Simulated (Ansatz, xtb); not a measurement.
# Relative energy of two isomers of C4H8BFS

Structure a is `FB[C@@H]1CCSC1`, a singlet and structure b is `F[C@@H]1CCCBS1`, a singlet. Both are isolated molecules in the gas phase, relaxed with r2SCAN-D4/def2-SVP; the shapes shown needn't be the lowest conformers.

a (Å):

```xyz
15

C    -0.5446    0.4622   -0.7436
C    -1.9388   -0.0027   -0.3106
C    -1.8608   -0.2823    1.1881
C    -0.1187    1.5465    0.2607
B    -0.3800    0.9240   -2.2322
F    -1.3583    0.7083   -3.1052
S    -0.7859    1.0328    1.9011
H     0.6158    1.4742   -2.6521
H     0.1624   -0.3882   -0.6203
H    -2.2726   -0.8930   -0.8690
H    -2.6731    0.7989   -0.5048
H    -2.8443   -0.2470    1.6812
H    -1.4102   -1.2689    1.3875
H     0.9747    1.6535    0.3246
H    -0.5420    2.5321    0.0002
```

b (Å):

```yaml
atoms:
  - { symbol: C, position_ang: [-1.8814, 0.0457, 2.3343] }
  - { symbol: C, position_ang: [-1.9540, -0.2165, 0.8473] }
  - { symbol: C, position_ang: [-0.5964, -0.1229, 0.1525] }
  - { symbol: C, position_ang: [0.3272, -1.2904, 0.5134] }
  - { symbol: B, position_ang: [0.3683, -1.7105, 2.0218] }
  - { symbol: F, position_ang: [-3.1336, -0.0904, 2.8885] }
  - { symbol: S, position_ang: [-0.7616, -1.1081, 3.2573] }
  - { symbol: H, position_ang: [-1.5309, 1.0714, 2.5483] }
  - { symbol: H, position_ang: [-2.6612, 0.5222, 0.4320] }
  - { symbol: H, position_ang: [-2.4058, -1.2134, 0.6972] }
  - { symbol: H, position_ang: [-0.1143, 0.8317, 0.4351] }
  - { symbol: H, position_ang: [-0.7503, -0.0692, -0.9379] }
  - { symbol: H, position_ang: [0.0169, -2.2066, -0.0327] }
  - { symbol: H, position_ang: [1.3585, -1.1106, 0.1586] }
  - { symbol: H, position_ang: [1.1680, -2.5086, 2.4503] }
```

Quicker runs give these differences E(b) − E(a): GFN2-xTB +16.3 kcal/mol; HF/STO-3G +17.9 kcal/mol (at GFN2-xTB geometries); r2SCAN-D4/def2-SVP//GFN2-xTB +17.0 kcal/mol.

Task: Estimate E(b) − E(a) at the level CCSD(T)/def2-SVP + ΔMP2/def2-TZVPP.

Result: Calculated at CCSD(T)/def2-SVP + ΔMP2/def2-TZVPP: E(b) − E(a) = +16.8 kcal/mol, so structure a lies lower.

The same difference at several levels:

| level | geometry | E(b) − E(a) (kcal/mol) | departure from the last row (kcal/mol) | job, with rough time for the two |
| --- | --- | --- | --- | --- |
| GFN2-xTB | GFN2-xTB | +16.3 | −0.5 | optimisation, 0.42 s |
| HF/STO-3G | GFN2-xTB | +17.9 | +1.1 | single point, 0.4 s |
| r2SCAN-D4/def2-SVP//GFN2-xTB | GFN2-xTB | +17.0 | +0.2 | single point, 4.1 s |
| r2SCAN-D4/def2-SVP | r2SCAN-D4/def2-SVP | +12.7 | −4.1 | optimisation, 93 s |
| HF/def2-SVP | r2SCAN-D4/def2-SVP | +16.8 | 0.0 | part of the CCSD(T) run |
| MP2/def2-SVP | r2SCAN-D4/def2-SVP | +17.6 | +0.8 | part of the CCSD(T) run |
| CCSD(T)/def2-SVP | r2SCAN-D4/def2-SVP | +15.6 | −1.2 | single point |
| CCSD(T)/def2-SVP + ΔMP2/def2-TZVPP | r2SCAN-D4/def2-SVP | +16.8 |  | single point, 75 s |

As drawn, b has 1 C–F, 1 B–S in place of 1 B–F, 1 C–S. Structure a has a 5-membered ring, b a 6-membered ring.

The levels shown agree on the order. The largest departure from CCSD(T)/def2-SVP + ΔMP2/def2-TZVPP is that of r2SCAN-D4/def2-SVP, 4.1 kcal/mol. The last row adds to CCSD(T) the change of the MP2 difference between the two basis sets, here +1.2 kcal/mol.

With thermal terms from frequencies at re-optimised GFN2-xTB minima (ideal gas, soft modes damped towards free rotors, one conformer each, 298.15 K, 1 atm): on the last row, ΔE + ΔZPE = +17.3, ΔH = +17.0, ΔG = +18.1 kcal/mol.

The correlated steps freeze 11 core orbitals. Codes used: Ansatz 0.2.0, xtb 6.7.1; the last row on 4 threads of Arm Neoverse V1 on a shared host.

Structure a is favoured mainly because fluorine sits on boron. The B–F bond is strongly polar and is reinforced by donation from a fluorine lone pair into boron's empty p orbital, so moving fluorine to carbon costs much more than the new B–S bond returns. Sulfur also donates to boron in b, but its more diffuse 3p orbital overlaps less well. Ring strain is probably secondary, since a saturated five-membered ring containing sulfur is only mildly strained.

With r2SCAN-D4, the gap falls from +17.0 to +12.7 kcal/mol when the GFN2-xTB geometries are replaced by relaxed ones, so relaxation stabilises b more than a. The close match of the unrelaxed value to the final result therefore looks like a cancellation of errors. The larger gap in free energy than in enthalpy fits a floppier a, whose exocyclic boryl group can twist while b's boron is held in the ring. The preference for a is thermodynamic and says nothing about the barrier to interconversion.
